Dear colleague,

The ²⁹Si line of triethylsilane can vanish under proton decoupling with nothing wrong in the probe. ²⁹Si has a negative γ, the Overhauser enhancement opposes the thermal signal, and a modest amount of non-dipolar relaxation balances the two. Here are the limits, the crossovers and a model estimate.

1. Equations and conventions

I is the observed spin (²⁹Si), S the irradiated one (¹H), both spin ½. Larmor frequencies are signed, ω = −γB0. The coupling is b = (μ0/4π)γIγSħ/r³ in rad s⁻¹, the tumbling is isotropic with rank-2 correlation time τ, and j(ω) = τ/(1 + ω²τ²). Each transition rate is 2j times the orientational mean square of the dipolar matrix element, which is b²/20 for αβ↔βα, 3b²/40 for a flip of I alone and 3b²/10 for αα↔ββ:

W0 = (b²/10) j(ωI − ωS), W1 = (3b²/20) j(ωI), W2 = (6b²/10) j(ωI + ωS).

Projecting the four population equations on Iz gives Solomon's equation (1955), to which I add a leakage rate ρ* for everything that relaxes I without flipping S:

dIz/dt = −(ρ + ρ*)(Iz − I0) − σ(Sz − S0),
ρ = W0 + 2W1 + W2 = (b²/10)[j(ωI − ωS) + 3j(ωI) + 6j(ωI + ωS)],
σ = W2 − W0 = (b²/10)[6j(ωI + ωS) − j(ωI − ωS)].

Set Sz = 0, dIz/dt = 0 and S0/I0 = γS/γI. Then

η = (Iz − I0)/I0 = (γS/γI) σ/(ρ + ρ*),

and the signal is 1 + η in units of the thermal one. For several protons ρ and σ are sums over pairs; the multi-spin orders fed by cross-correlation are held near zero by broadband decoupling, and I drop them.

2. The dimensionless groups

The inputs b, τ, ωI, ωS and ρ* all carry the dimension of time or its inverse, so four groups remain: bτ, x = |ωS|τ, ε = γI/γS (signed) and λ = ρ*/ρ. The theory requires |b|τ ≪ 1, and b only sets the clock through b²τ. In the steady state it cancels except inside λ:

η = (1/ε)(σ/ρ)/(1 + λ),
σ/ρ = [6/(1 + cx²) − 1/(1 + ax²)] / [1/(1 + ax²) + 3/(1 + ε²x²) + 6/(1 + cx²)],

with a = (1 − ε)² and c = (1 + ε)². A purely dipolar η says nothing about distance. With γ(¹H) = 267.522 and γ(²⁹Si) = −53.190 (10⁶ rad s⁻¹ T⁻¹), ε = −0.1988 and 1/ε = −5.030. At 9.4 T the frequencies are 400.2 and 79.6 MHz, and because of the sign the double-quantum rate W2 samples their difference while W0 samples their sum.

3. Small and large x, no leakage

For x ≪ 1, ρ = b²τ and σ = b²τ/2. Expanding each Lorentzian to x², the relative corrections to σ and ρ are −(6c − a)x²/5 and −(a + 3ε² + 6c)x²/10. In their difference the ε² terms cancel:

η = (1/2ε)[1 − (3/10)(1 + 6ε)x² + …].

The prefactor η0 = γS/2γI is −2.515 for ²⁹Si{¹H}. The correction changes sign at ε = −1/6, and ²⁹Si lies just beyond, so its bracket is 1 + 0.058x²: |η| first grows, by 0.3 per cent at most, near x = 0.3, and then falls. Unsigned frequencies would give 1 − 0.66x², which is wrong in sign and in size.

The first crossover is x ≈ 1, where W0 and W2 decay while W1 survives; the second is x ≈ 1/|ε| ≈ 5, where W1 decays as well. Beyond it every j goes as 1/(ω²τ) and η reaches a plateau,

η∞ = (1/ε)(6/c − 1/a)/(1/a + 3/ε² + 6/c) = −0.506,

approached as η∞(1 + 21/x²) from the next term of the same expansion. On the way from −2.515 to −0.506, η must pass −1. It does so at x = 4.12, or τ = 1.6 ns at 9.4 T. This motional null needs no leakage and belongs to polymers and very viscous liquids.

Does σ itself vanish? That requires x² = 5/(c − 6a), hence c > 6a, which for |ε| ≤ 1 means ε > (√6 − 1)/(√6 + 1) = 0.420. It never happens for ²⁹Si{¹H}. It does in the homonuclear case ε = 1 (two resolved lines, one saturated selectively):

η = (5 + x² − 4x⁴)/(10 + 23x² + 4x⁴).

This is ½(1 − 2.1x²) at small x and −1 + 6/x² at large x. It is zero at x = √5/2 = 1.118, or 0.44 ns for protons at 9.4 T, with slope dη/d ln x = −½. Keep the two zeros apart. At η = 0 the enhancement disappears, at a position that no leakage can move. At η = −1 the signal disappears, at a position that leakage controls.

4. Small and large leakage

In extreme narrowing write m = |η0| and f = 1/(1 + λ), the dipolar share of 1/T1. The signal is 1 − mf. For λ ≪ 1, η = η0(1 − λ + …) and the line is inverted, at −1.515 in the limit. For λ ≫ 1, η = (η0/λ)(1 − 1/λ + …) and the signal approaches +1 slowly: |η| < 0.05 needs λ > 49. The null lies at

λ = m − 1 = 1.515, f = 1/m = 2|γI|/γS = 0.398,

and the slope there is d(1 + η)/d ln λ = 1 − 1/m = 0.602. A null needs m > 1 and opposite signs of γ. If the saturation is incomplete, Sz = (1 − s)S0, the condition becomes sf = 0.398.

At general x the nulling leak is ρ* = σ/|ε| − ρ. In units of b²/|ωS| it rises as 1.515x, peaks at 0.94 near x = 1.1 and returns to zero at x = 4.12. A fixed leak below the peak thus gives two nulls as τ grows, with an inverted line between them. A leak above the peak gives none, and the peak scales as 1/B0.

5. Triethylsilane: the dipolar side

From here the numbers are the model's. I take a typical r(Si–H) of 1.48 Å, which gives |b|/2π = 7.37 kHz and b² = 2.14 × 10⁹ s⁻². For the ethyl protons I assume a rigid frame with six at 2.47 Å, six at 3.0 Å and three at 3.8 Å. By r⁻⁶ they add 0.28, 0.09 and 0.01 of the direct term, so ρ = Bτ with B = gb², g = 1.37 and B = 2.9 × 10⁹ s⁻².

I assume τ = 3 ps at 300 K, an illustrative value for a compact molecule in a mobile liquid. Then |b|τ = 1.4 × 10⁻⁷ and x = 0.0075, and the x² correction is 3.3 × 10⁻⁶: extreme narrowing is beyond doubt. The direct proton gives 6.4 × 10⁻³ s⁻¹ and all sixteen give ρ = 8.8 × 10⁻³ s⁻¹. The nulling leak is 1.3 × 10⁻² s⁻¹, a leakage time of 75 s, and the observed T1 would be 45 s. Suppressing |η| below 0.05 with a relaxation reagent takes ρ* = 0.44 s⁻¹. The peak of section 4 is 1.1 s⁻¹ at 9.4 T.

6. The leaks and how they scale

Shielding anisotropy. For an axial tensor of anisotropy Δσ (a shielding, not the rate σ), ρ* = (2/15)(γI B0 Δσ)² j(ωI). In extreme narrowing λ is independent of τ and grows as B0². An assumed Δσ of 50 ppm gives 2.5 × 10⁻⁴ s⁻¹ at 9.4 T, λ = 0.028, and this mechanism alone would null the line only at 69 T.

Paramagnetic solutes. The leak is proportional to concentration and, being diffusion-controlled, follows viscosity roughly as τ does, so its λ depends only weakly on temperature.

Spin-rotation. Treat the molecule as a spherical top with moment of inertia Θ and an isotropic coupling C in rad s⁻¹. Each component of J has mean square ΘkT/ħ², and two are transverse, so ρ* = 2ΘkT C²τJ/ħ². For small-step rotation D = kTτJ/Θ and τ = 1/6D, which is Hubbard's relation τJτ = Θ/6kT. Hence

ρ* = A/τ, A = (ΘC/ħ)²/3.

To estimate C, use Larmor's theorem: rotation at angular velocity ħJ/Θ acts on the electrons like a field 2mₑħJ/(eΘ), and the paramagnetic shielding σp carries it to the nucleus. This gives |ΘC/ħ| = 2mₑ|γI σp|/e, and Θ drops out of A. With approximate shieldings of 870 ppm for the free atom and 370 ppm for an alkylsilane, |σp| ≈ 500 ppm, ΘC/ħ = 3.0 × 10⁻⁷ in magnitude and A = 3.0 × 10⁻¹⁴. An assumed Θ of 5 × 10⁻⁴⁵ kg m² gives τJ = 0.067 ps and τJ/τ = 0.022, so the small-step limit holds to a few per cent.

This leak scales against the dipolar term: 1/T1 = Bτ + A/τ and λ = (τ0/τ)² with τ0 = √(A/B) = 3.2 ps.

τ (ps)    f        T1 (s)    1 + η
1         0.088    30        +0.78
2         0.28     47        +0.30
3         0.47     53        −0.17
5         0.71     48        −0.78
10        0.91     31        −1.28

For τ ≪ τ0 the signal is 1 − m(τ/τ0)², and for τ ≫ τ0 it is 1 − m + m(τ0/τ)². Three statements need neither A nor B. T1 is largest at τ0, where f = ½ and the signal is 1 − m/2 = −0.257. The null lies at τ0/√(m − 1) = 0.813τ0, on the hot side of that maximum. And T1 at the null is 2√(m − 1)/m = 0.979 of the maximum. A silane near its T1 maximum is therefore near its null.

With an assumed activation energy of 10 kJ mol⁻¹ for τ, RT²/Ea = 75 K at 300 K. The null is (RT²/Ea)·½ ln(m − 1) = 16 K above the T1 maximum, the signal crosses it at 2(1 − 1/m)Ea/RT² = 0.016 per K, and it stays below a tenth of the thermal signal within 6 K on either side. Decoupler heating can matter on that scale. The model's null is at τ = 2.6 ps, reached 11 K above 300 K.

7. What rivals the residual signal

The −0.17 at 3 ps is a small difference, and each neglected term moves it visibly.

Adding the shielding anisotropy gives −0.15.

An effective bond length of 1.50 Å, to allow for vibrational averaging, cuts the direct term by 8 per cent and gives −0.13.

Protons on other molecules are not leakage in the neat liquid, since they are saturated too. For free relative diffusion with coefficient D, closest approach d and proton density N, the l = 2 part of the time-integrated diffusion propagator gives, at zero frequency, a rate (8π/15)N r⁶b²/(dD). With an approximate density of 0.73 g cm⁻³ and M = 116.3 g mol⁻¹, N = 0.060 Å⁻³; assuming d = 4 Å and D = 0.6 Å² ps⁻¹, this is 0.15 of the direct term and gives −0.23. A deuterated solvent removes most of it. Internal rotation of the ethyl groups works the other way, on at most the share 0.27 of ρ that they supply.

An added leak of only 3 × 10⁻³ s⁻¹ completes the null, so compare degassed and air-saturated samples.

Finally, a factor 1.3 in τ, or in σp, moves the null temperature by 20 K, more than the 11 K found above.

8. Time scales

Switch the decoupler on at t = 0 and the signal is 1 + η[1 − exp(−t/T1)], with 1/T1 = ρ + ρ*. It starts as 1 + ηt/T1, and when η < −1 it passes a transient null at t = −T1 ln(1 − 1/|η|), which is 0.507T1 for the full enhancement and diverges logarithmically as η → −1. Under continuous decoupling Iz relaxes towards (1 + η)I0 between pulses, so neither flip angle nor recycle delay can rescue a nulled line.

Inverse gating does, with one caution. After the decoupler goes off the protons recover with their own time TH and go on pumping. Neglecting the back-action of ²⁹Si on them, the part δ of Iz/I0 generated in this way obeys dδ/dt = −δ/T1 + (η/T1)exp(−t/TH), so

δ = η[TH/(T1 − TH)][exp(−t/T1) − exp(−t/TH)].

With an assumed TH of 10 s and the 3 ps row the prefactor is −0.27. It dies with the silicon T1, so the delay has to be several T1 however short the acquisition.

9. How far to trust the numbers

The values −2.515, 0.398, 0.813 and 0.979 follow from the ratio of the γ values and the stated scaling laws. The rest is the model's: τ was assumed, not fitted. Its T1 maximum, 1/(2√(AB)) = 53 s, does not involve τ, and it is of the order typical of small liquid organosilanes, some tens of seconds; I have no value for this compound that would test it more closely. The model says that triethylsilane near room temperature sits close to its null, and it cannot say on which side. One T1 and one pair of spectra, gated and continuously decoupled, settle that: f = η/η0, ρ = f/T1 and ρ* = (1 − f)/T1. Repeated at a second temperature, they show whether ρρ* stays constant, as spin-rotation demands, or ρ*/ρ stays roughly so, as it would for a paramagnetic impurity.